**Q.** I stretched ScCl in the triplet state with PBE0, and the columns don't tell one story. The dipole keeps one sign, the Löwdin charge of Sc changes sign, and the gap goes through a maximum. Did the calculation jump between states?

ScCl in a triplet state with unpaired electrons σ¹π¹, computed with PySCF 2.14.0 at the non-relativistic UKS PBE0/def2-TZVPP level with the occupation held fixed. Energies are relative to the separated high-spin atoms, and the dipole is positive when Sc, the first atom, is the negative end. The gap is the lowest empty minus the highest occupied level of either spin.

| bond length (Å) | energy (eV) | dipole (D) | Löwdin charge, first atom (e) | gap of levels (eV) | Mayer bond order | <S^2> |
| --- | --- | --- | --- | --- | --- | --- |
| 1.991 | -3.474 | -1.72 | -0.84 | 2.02 | 1.42 | 2.002 |
| 2.083 | -4.011 | -2.17 | -0.73 | 2.22 | 1.34 | 2.002 |
| 2.176 | -4.313 | -2.64 | -0.62 | 2.40 | 1.27 | 2.002 |
| 2.245 | -4.426 | -3.00 | -0.54 | 2.53 | 1.23 | 2.002 |
| 2.315 | -4.466 | -3.38 | -0.46 | 2.64 | 1.18 | 2.002 |
| 2.385 | -4.451 | -3.76 | -0.38 | 2.75 | 1.15 | 2.002 |
| 2.477 | -4.367 | -4.28 | -0.28 | 2.76 | 1.10 | 2.002 |
| 2.593 | -4.193 | -4.94 | -0.17 | 2.69 | 1.04 | 2.002 |
| 2.732 | -3.926 | -5.75 | -0.04 | 2.62 | 0.97 | 2.002 |
| 2.917 | -3.526 | -6.86 | 0.10 | 2.53 | 0.89 | 2.002 |
| 3.195 | -2.925 | -8.51 | 0.28 | 2.42 | 0.78 | 2.002 |
| 3.588 | -2.174 | -10.72 | 0.45 | 2.24 | 0.68 | 2.003 |

**A.** The evidence is against a jump. <S²>, the expectation value of the total spin squared, is S(S+1) = 2 for a pure triplet, and your column stays at 2.002 to 2.003. The same runs give a spin population on Sc of 1.98 to 2.00 in every row, and the energy is smooth. At 2.315 Å the unpaired electrons sit in a σ orbital that is 79 % Sc s and a π orbital that is 85 % Sc d. So the zeroth-order picture is Sc⁺(4s¹3d¹) next to a closed-shell Cl⁻. This is an excited state of ³Π type, while the ground state of ScCl is ¹Σ⁺, so the properties here are not those of the molecule in its lowest state. I suggest we follow three rows: 2.315 Å near the minimum, 2.477 Å where the gap peaks, and 3.588 Å at the far end.

**Q.** If it is Sc⁺Cl⁻, why does the Löwdin charge make Sc negative, −0.46 e, near the minimum?

**A.** The dipole is an expectation value of the density and needs no division into atoms. Its sign is negative in every row, which in the convention of the table means that Sc is the positive end. A charge needs a rule for sharing out the density. The Löwdin rule orthogonalises all basis functions symmetrically and gives each atom the electrons in its orthogonalised functions. The diffuse s, p and d functions of Sc reach over the Cl atom, and after orthogonalisation they hold density that lies around Cl. That is a known weakness of the scheme in extended basis sets.

The numbers show how badly it fits. With 1 e·Å = 4.803 D, Löwdin point charges at 2.315 Å give 0.46 × 2.315 × 4.803 = 5.11 D pointing the wrong way. Distortions of the atoms would have to supply 5.11 + 3.38 = 8.49 D to recover the computed dipole. The Mulliken charges of the same densities are positive on Sc throughout, 0.28 to 0.62 e, and need a correction below 1 D in every row. The Löwdin charge passes zero near 2.78 Å by linear interpolation, where the dipole is about 6 D and does nothing special.

**Q.** Why does the artefact fade on stretching?

**A.** The two schemes differ only through overlap between basis functions, and the overlap between the atoms dies with distance. The Mulliken minus Löwdin difference falls in every step, from 1.12 to 0.17 e. A straight-line fit of its logarithm over all twelve rows gives a decay length of 0.85 Å with an rms misfit of 0.015 e, which is the behaviour of an overlap effect, though a fit doesn't prove the cause. Mulliken charges depend on the basis too. I use them from here on because they are compatible with the dipole, and they remain a convention.

**Q.** Then the dipole. Unit ions at 2.315 Å would give 2.315 × 4.803 = 11.12 D, and I get 3.38 D. What removes the rest?

**A.** Call the difference er − |μ| the deficit, with r the bond length, e the elementary charge and μ the dipole. Here it is 7.74 D. Two effects reduce the dipole, and they add. Each ion is polarised by the field of the other: the Cl⁻ cloud is drawn towards Sc and the 4s electron is pushed to the far side of Sc. And Cl donates charge into empty Sc orbitals.

Take polarisation alone first, in the Rittner form. The field of a unit charge at distance r is e/r², it induces a dipole αe/r², and both induced dipoles oppose the ionic one, so |μ| = er − eα/r² with α the sum of the two ion polarisabilities. A least-squares fit of α to all twelve rows gives 8.69 Å³. At 2.315 Å, a row in the fit, the induced part is 4.803 × 8.69 / 2.315² = 7.79 D, and |μ| = 11.12 − 7.79 = 3.33 D against 3.38 D.

**Q.** That looks good.

**A.** One parameter can always match one row. At 3.588 Å the same formula gives 17.23 − 3.24 = 13.99 D against 10.72 D, and at 1.991 Å it gives 9.56 − 10.53 D, the wrong sign. The rms misfit is 1.8 D on values printed to 0.01 D. The reason is plain in the deficit. It goes from 7.84 D in the first row to 6.51 D in the last, a fall of 17 %, while 1/r² falls by a factor (3.588/1.991)² = 3.2. The α needed row by row climbs from 6.5 to 17.5 Å³.

What fails is the point-dipole law, and polarisation as such is not excluded. When the clouds overlap, the field inside them is weaker than e/r² and Pauli repulsion confines them, so the induced dipole levels off at short range. The polarisability of the molecule along the bond is 16.6 Å³ at 2.315 Å in the same run, the same size as the α required at the far end. It belongs to another bond length and includes charge flow along the bond, so it only shows that the far value isn't absurd.

**Q.** A straight line fits my dipoles much better. Can I read a charge from its slope?

**A.** The line |μ| = Qer + c, fitted by least squares to all rows, has an rms misfit of 0.065 D, with Q = 1.19. That describes the data, but Q and c trade against each other, and Q is no charge. A slope contains the change of the charges as well as the charges. The interval slopes are all above the 4.80 D/Å of rigid unit ions, although the first, 4.89 ± 0.16 D/Å from the rounded table, is only just above it in the unrounded values of the run. They reach about 6.0 D/Å between 2.732 and 3.195 Å and ease to 5.62 ± 0.04 D/Å in the last interval.

Write |μ| = q·er − R, with q the Mulliken charge of Sc and R whatever remains, the dipoles of the distorted atoms. With δ = 1 − q the donated charge, the deficit is δ·er + R exactly. At 2.315 Å it is 7.30 + 0.44 D, and at 3.588 Å it is 6.54 − 0.03 D. The donation term stays between 6.5 and 7.4 D in all rows because δ shrinks while its lever arm r grows. In this partition, that is why the deficit is so flat and the dipole so nearly linear.

**Q.** And the rise and easing of the slope?

**A.** Differentiate: d|μ|/dr = eq + er·dq/dr − dR/dr. In the last interval the mean q is 0.59, giving 2.84 D/Å when carried unrounded. The charge flow gives 3.391 × 0.144 × 4.803 = 2.35 D/Å, and R falls by 0.17 D over 0.393 Å, giving 0.43 D/Å. The sum is 5.62 D/Å. Between 2.732 and 2.917 Å the flow term is 2.825 × 0.266 × 4.803 = 3.61 D/Å. So within this partition the slope eases because dq/dr has dropped to about half its peak value, which lies near 2.66 Å.

Near the minimum the account is different. The donation term is flat there, 7.30 to 7.34 D between 2.315 and 2.593 Å, so the excess over 4.80 D/Å comes from R, which falls from 0.96 D in the first row to about 0.2 D by 2.593 Å. Its sign is that of a 4s electron pushed away from Cl and relaxing as Cl recedes, and the σ orbital does carry 9 % p and 12 % d at 2.315 Å. That assignment is an argument. Mulliken counting also books Cl density that leans towards Sc as donation whenever Sc functions describe it, so the line between donation and polarisation is not sharp.

**Q.** Is the easing the start of the return to neutral atoms?

**A.** The dipole has to collapse in the end, because neutral atoms are the lowest limit. With rough recalled values of 6.6 eV for the ionisation energy of Sc and 3.6 eV for the electron affinity of Cl, the ion pair costs 3.0 eV and gains 14.40/r eV, so the curves cross near 14.40/3.0 = 4.8 Å. The last row is well short of that. There is a sharper check. Going to ground-state atoms moves a minority-spin electron from Cl into the Sc 4s orbital, which would take the Sc spin from 2 towards 1. At 3.588 Å it is 1.98, so the donated 0.38 e is almost evenly divided between the spins, and that return has barely begun. A simpler reading is saturation: as the deficit dies away on an ionic curve, the slope must come down towards 4.80 D/Å from above. The tendency of approximate functionals to favour fractional charges at long distance could also hold q down. With one functional in the table these two can't be separated.

**Q.** The Mayer bond order is above 1 at the minimum of what you call an ionic bond, and still 0.68 at 3.588 Å. How?

**A.** The Mayer order sums products of density-matrix elements between the two atoms. Take an occupied spin orbital √(1−x)·(Cl function) + √x·(Sc function), with orthogonal functions. Its off-diagonal density element is √(x(1−x)), and it adds 2x(1−x) to the order B. An even electron pair has x = ½ and gives 2 × ½ = 1, as it should. For small x the contribution is about 2x, so weak donation counts heavily. Let the six Cl 3p spin orbitals share δ equally, x = δ/6, and B = 2δ(1 − δ/6), with nothing fitted. At 2.315 Å, q = 0.344, δ = 0.656, x = 0.109 and B = 2 × 0.656 × 0.891 = 1.169, against 1.18 in the table.

The orbitals at that bond length show that the donation is spread out, though not equally. The Cl 3p σ pair places 0.26 e on Sc, the four π spin orbitals 0.39 e and the Cl 3s pair 0.10 e, while the two open-shell electrons keep 1.92 e on Sc. The dπ electron occupies the antibonding partner of one of those π orbitals and cancels part of its bond order, while the 3s pair adds some that the formula leaves out, so the close match owes something to compensation. An order above 1 is then many small donations, σ and π, and no sign of a covalent single bond plus a bit.

**Q.** How far does that formula hold?

**A.** It lies within 5 % of the table value from 2.176 Å outwards, is 4.6 % high at 3.588 Å and 10.8 % low at 1.991 Å. The order and the charge come from one density matrix, so the agreement shows that they are consistent and does not test the calculation. The short-range miss falls where overlap is largest and the orthogonal derivation is weakest. At the far end, putting all of δ = 0.38 into the σ pair gives 2 × 0.38 × 0.81 = 0.62, and six orbitals give 0.71. The table's 0.68 lies between, which would suit π donation dying faster than σ, but that is a guess. An exponential with two constants, fitted to the logarithm of all rows, matches more closely, with rms 0.014 against 0.059. Its decay length of 2.15 Å is far above the rough recalled 0.3 Å of Pauling's rule for covalent bonds, so the order here tracks the slowly falling δ.

**Q.** Does the energy behave like an ion pair?

**A.** Only in part. The fitted minimum of the run is at 2.328 Å and 4.467 eV deep, with force constant 10.90 eV/Å². A Morse curve built from these has range parameter √(10.90/(2 × 4.467)) = 1.105 Å⁻¹. It matches to 0.005 eV from 2.176 to 2.477 Å, which is built in, and lies 0.229 eV too high at 3.588 Å. The computed tail is more bound than Morse, the direction that a Coulomb attraction gives. The depth enters here, and it is measured from atoms computed as broken-symmetry determinants, with <S²> = 0.87 in place of 0.75 for Sc, which shifts the zero without changing the shape.

A rigid ion pair does worse. Offset, Coulomb term and exponential repulsion, three constants fitted by least squares to all rows, leave an rms of 0.145 eV, against 0.036 eV for a Morse curve with three free constants fitted the same way. In the last three intervals the restoring force exceeds e²/r², in the last one 1.91 against 1.25 eV/Å, and repulsion could only lower it. The bare ion pair at 3.588 Å lies near 3.0 − 4.0 = −1.0 eV, and the table has −2.174 eV. About an electronvolt of binding beyond point charges remains, presumably from the same polarisation and donation, and losing it on stretching adds to the force.

**Q.** That leaves the gap, with its peak of 2.76 eV at 2.477 Å.

**A.** The gap is the lowest empty minus the highest occupied orbital energy. It is not an excitation energy, and the exact exchange in PBE0 widens it by pulling occupied levels below empty ones. Both levels fall in every step. Theory gives the direction: both are Sc-centred at 2.315 Å, the repelling anion moves off, and Sc becomes more positive. As a scale only, a charge of 0.35 e receding at 2.35 Å lowers a level by 0.35 × 2.61 = 0.9 eV/Å.

The maximum comes from two breaks of slope. Up to 2.385 Å the occupied level falls at 2.4 to 2.6 eV/Å and the empty one at 0.5 to 0.9 eV/Å, so the gap opens. Just beyond 2.477 Å the rates are 1.06 and 1.65 eV/Å, so it closes, and the empty level stays the faster one to the end. Intersecting the straight lines from the intervals on either side puts the breaks near 2.41 and 2.44 Å. Both lie between two rows that differ by only 0.01 eV, so the true maximum is probably inside that interval.

**Q.** What makes the breaks?

**A.** Abrupt slope changes with a smooth energy are what a change in the order of levels produces. At 2.315 Å the last occupied orbital listed is the dπ, with about 7 % on Cl, which makes it the antibonding partner of the Cl π orbital. It drops steeply as that interaction is relieved, and could pass under the 4s-like σ, whose slower fall would then define the highest level. The first empty orbital listed is a δ for the majority spin and a 4s-like σ for the minority spin, and the σ is the lower of the two: its energy is that of the lowest empty level, −2.12 eV. The slopes suit a σ up to the break: the empty level falls at 0.92 eV/Å just before it, close to the 1.06 eV/Å of the occupied level after its own, as the two spin partners of one 4s-like orbital would. A compact d level such as the δ can't lean away from Cl as the 4s does and should fall faster, so it could pass below the σ. The breaks and the empty σ at 2.315 Å are in the numbers. The swaps are guesses from the slopes and the orbitals of that one bond length, since the levels were not tracked by character. A swap of two occupied levels leaves the determinant unchanged, so under this guess dipole and bond order should pass through smoothly, as they do within their rounding.

**Q.** Is any row less trustworthy than the rest?

**A.** The long ones. The squared orbital angular momentum about the axis, <Lz²>, is 1 for a pure Π state, and it drifts from 1.02 to 1.39. One occupied real π orbital breaks the cylindrical symmetry, and then σ can mix with one of the δ orbitals, more easily as the axial field of Cl weakens. If that were the whole cause, <Lz²> = 1 + 4w with w the δ weight, which rises from 0.005 to 0.098. At 2.315 Å one majority-spin δ orbital is 90 % d and the other 99.8 %, which fits. The mixing can lower the energy and reshape the σ electron, so part of the tail binding and of the last dipole slope may come from it. Spin-orbit coupling and scalar relativity are absent as well. One limit applies to all rows: each is a single determinant, and in a d compound the true ground state may be a different one. The smooth curves suggest that one solution was followed, and they don't show that it is the lowest, even among the triplets.

**Q.** What should I guess for neighbouring cases?

**A.** Count the soft σ electrons on the cation and the empty orbitals open to donation. KCl has no valence electron on the cation and high-lying acceptors, so the deficit is small relative to er and the Rittner form is at home. CaCl has the σ electron without the dπ one. The ¹Σ⁺ state of ScCl replaces the compact dπ electron by a second 4s-like one pushed away from Cl and leaves both π acceptors empty, so I would argue for a smaller dipole near the minimum, and the swap of occupied levels guessed above could not occur. Fluoride is less polarisable than chloride and sits at a shorter distance. As to method, more exact exchange generally means more ionic character and a wider gap, and a basis with fewer diffuse Sc functions should move the Löwdin zero without a matching change in the dipole.
